The energy change is the energy of a crystal at a given volume scale less that of the unscaled cell, per atom. The energies are extrapolated to zero smearing. The pressure is the mean stress on the same cell at the smearing used, positive in compression. Both come from density-functional calculations with PBEsol, in which the hcp cell is scaled uniformly and its shape stays fixed. The unscaled Mg cell keeps a pressure of 0.08 GPa, which is small beside the pressures discussed here.

Ansatz 0.2.0 calculations for hcp Ca, Sr and Mg with PBEsol, scalar-relativistic plane-wave PAW, a 420 eV cutoff, 0.1 eV Fermi-Dirac smearing and no spin polarisation. At scale 1 an atom fills 40.83 Å³ in Ca, 52.42 Å³ in Sr and 22.50 Å³ in Mg; the k meshes are 11×11×6, 10×10×5 and 19×19×10, in the same order. Energies are extrapolated to zero smearing.

| volume scale | energy change, Ca (meV/atom) | pressure, Ca (GPa) | energy change, Sr (meV/atom) | pressure, Sr (GPa) | energy change, Mg (meV/atom) | pressure, Mg (GPa) |
| --- | --- | --- | --- | --- | --- | --- |
| 0.88 | 39.0 | 2.81 | 32.1 | 1.86 | 47.5 | 6.24 |
| 0.92 | 16.2 | 1.71 | 13.2 | 1.14 | 19.8 | 3.76 |
| 0.96 | 3.7 | 0.78 | 3.0 | 0.52 | 4.7 | 1.74 |
| 1 | 0.0 | 0.00 | 0.0 | 0.00 | 0.0 | 0.08 |
| 1.04 | 3.6 | -0.66 | 3.3 | -0.45 | 3.7 | -1.28 |
| 1.08 | 13.5 | -1.22 | 11.9 | -0.83 | 14.4 | -2.40 |
| 1.12 | 28.6 | -1.69 | 25.0 | -1.16 | 30.7 | -3.31 |

## Much more pressure, slightly more energy

At volume scale 0.88, Mg pushes back with 6.24 GPa and Sr with only 1.86 GPa, a ratio of 3.4. The energies spent in reaching this state differ far less, by a factor of about 1.5. Ca lies between the two in both respects. An explanation of the stiffness of Mg has to account for both ratios.

Part of the answer is plain geometry. Pressure is an energy per volume, and an atom of Sr fills 2.33 times the space of an atom of Mg. If each atom resisted with the same energy, the pressures would differ by just this factor. The remaining factor, 3.35/2.33 = 1.44, means that an Mg atom also resists with more energy.

Small volume changes show this most clearly. The bulk modulus B is the pressure needed per fractional loss of volume, and for Mg the rows at 0.96 and 1.04 give (1.74 + 1.28)/0.08 ≈ 38 GPa. Multiplied by the atomic volume V, it becomes an energy, BV, which measures the stiffness of one atom's share of the crystal. It is 5.3 eV for Mg, 4.6 eV for Ca and 4.0 eV for Sr.

This energy also sets the cost of a small uniform change of volume, which is close to ½BV times the square of the fractional volume change. For Mg and a change of 4 %, that is ½ × 5.3 eV × 0.04² ≈ 4.2 meV, the average of the 4.7 and 3.7 meV in the table. Compression costs more than equal expansion, except in Sr at this smallest step. The free energies of the same Sr runs have the usual order, so the exception comes from the correction to zero smearing. In Mg, the pressure left in the unscaled cell adds to the difference between compression and expansion at this step.

## The electron gas alone

A tempting explanation starts from the two valence electrons of each atom. Squeezing them into less space raises their kinetic energy, and a smaller atom holds a denser gas. For a uniform gas the kinetic energy varies as V^(−2/3), so its contribution to BV is 10/9 of that energy.

This gives the right order of magnitude, which is why it tempts. For Mg, however, it gives 9.7 eV, 83 % more than the value from the table. It also makes BV fall too steeply from Mg to Sr, by a factor of 9.68/5.51 = 1.76 instead of 1.34. The fault lies in the physics: a gas with nothing to hold it together would expand without limit.

## A balance of push and pull

The third explanation adds what holds the metal together. Let each ion sit at the centre of a sphere of radius R, whose volume is that of one atom, with two evenly spread electrons. The energy of the sphere is then

E = a/R² − b/R + c/R³.

The first term is the kinetic energy and the second the electrostatic attraction with exchange. The third is the cost of keeping the valence electrons out of the ion core.

In atomic units, a = 0.3 × (9π/4)^(2/3) × 2^(5/3) ≈ 3.51 and b = 0.9 × 2² + 0.75 × (3/2π)^(2/3) × 2^(4/3) ≈ 4.75. The core constant c follows from the condition that the pressure vanishes at the calculated volume, which gives c = (bR² − 2aR)/3. At zero pressure BV equals one ninth of R² times the second derivative of E, so

BV = (2/9)(b/R − a/R²).

For Mg, V = 22.50 Å³ means R = 1.75 Å, or 3.31 bohr. The bracket is 4.75/3.31 − 3.51/3.31² ≈ 1.12 hartree, and two ninths of it are 0.25 hartree, or 6.8 eV. Divided by the atomic volume, this corresponds to a bulk modulus of about 48 GPa, against 38 GPa from the table. Only the volume of Mg entered the estimate; its pressures served for comparison.

The formula also shows why the energy per atom varies so gently. Its leading term goes as 1/R, and R grows by only a third when the volume grows 2.33 times. From Mg to Sr, BV falls by a factor of 6.75/5.45 = 1.24 in this model, somewhat less than the 1.34 from the table. Taken alone, the pull lowers the stiffness, because it grows ever faster as the sphere shrinks. It still enters BV with a plus sign: at a given volume, a stronger pull needs a stronger core repulsion to balance it, and this adds more stiffness than the pull takes away. Of these three metals, the one with the smallest atoms is therefore the stiffest, for two reasons: its energy is packed into less space, and that energy is itself somewhat larger.

## What the numbers decide

Packing equal energies into unequal volumes explains the larger part of the pressure trend, but not the fall of BV. Between the two models of BV, Mg gives a clear verdict: the balance is 27 % above the table, the gas alone 83 %. Ca points the same way less strongly, with 27 % against 42 %. The printed output sets out the comparison for each metal.

Sr doesn't separate the two, since both overestimate its BV by nearly 40 %. From Ca to Sr the gas even gives the better ratio, 6.51/5.51 = 1.18 against 4.59/3.97 = 1.16 from the table, while the balance gives 5.82/5.45 = 1.07. For Sr, the case for the balance thus rests on the argument that a metal needs attraction to have an equilibrium volume.

The balance is too stiff for all three metals. One possible reason is that real electrons don't stay evenly spread but gather where the ions attract them. In Ca and Sr, d states near the Fermi level also mix with the valence states. Both effects could soften the crystal, but the comparison here tests neither.

The same balance should hold for the alkali metals next door in the periodic table, with one valence electron per atom. The electrostatic part of the pull, 0.9 times the square of the ion charge, drops to a quarter, and each alkali atom is larger than its alkaline-earth neighbour. Less energy is then spread over more space, in keeping with the well-known softness of these metals.

For practical use, the structure matters. Mg is hcp under ordinary conditions, but Ca and Sr are fcc, so their columns describe a competing form of each metal. The calculations also combine PBEsol with atomic datasets made for PBE and leave out zero-point motion. Both can shift the equilibrium volume, and with it the stiffness, so the values suit a comparison of the three metals better than a design calculation.

The analysis program printed:

```
Pressure at scale 0.88, Mg over Sr: 3.355
Energy cost at scale 0.88, Mg over Sr: 1.48
Atomic volume, Sr over Mg: 2.33
Bulk modulus B of Mg from the table, GPa: 37.75
Bulk modulus B of Ca from the table, GPa: 18
Bulk modulus B of Sr from the table, GPa: 12.12
B times atomic volume, Mg, eV: 5.301
B times atomic volume, Ca, eV: 4.587
B times atomic volume, Sr, eV: 3.967
B times atomic volume, Mg over Sr: 1.336
Electron gas alone, B times volume, Mg, eV: 9.684
Electron gas alone, B times volume, Ca, eV: 6.509
Electron gas alone, B times volume, Sr, eV: 5.51
Balance model, B times volume, Mg, eV: 6.75
Balance model, B times volume, Ca, eV: 5.82
Balance model, B times volume, Sr, eV: 5.451
Electron gas alone, excess over the table, Mg, %: 82.66
Electron gas alone, excess over the table, Ca, %: 41.9
Electron gas alone, excess over the table, Sr, %: 38.9
Balance model, excess over the table, Mg, %: 27.33
Balance model, excess over the table, Ca, %: 26.89
Balance model, excess over the table, Sr, %: 37.41
Error of B from the 0.96 to 1.04 difference, judged in the model for Mg, %: 0.5262
Sr free energy change at scale 0.96, meV an atom: 3.305
Sr free energy change at scale 1.04, meV an atom: 3.04
```
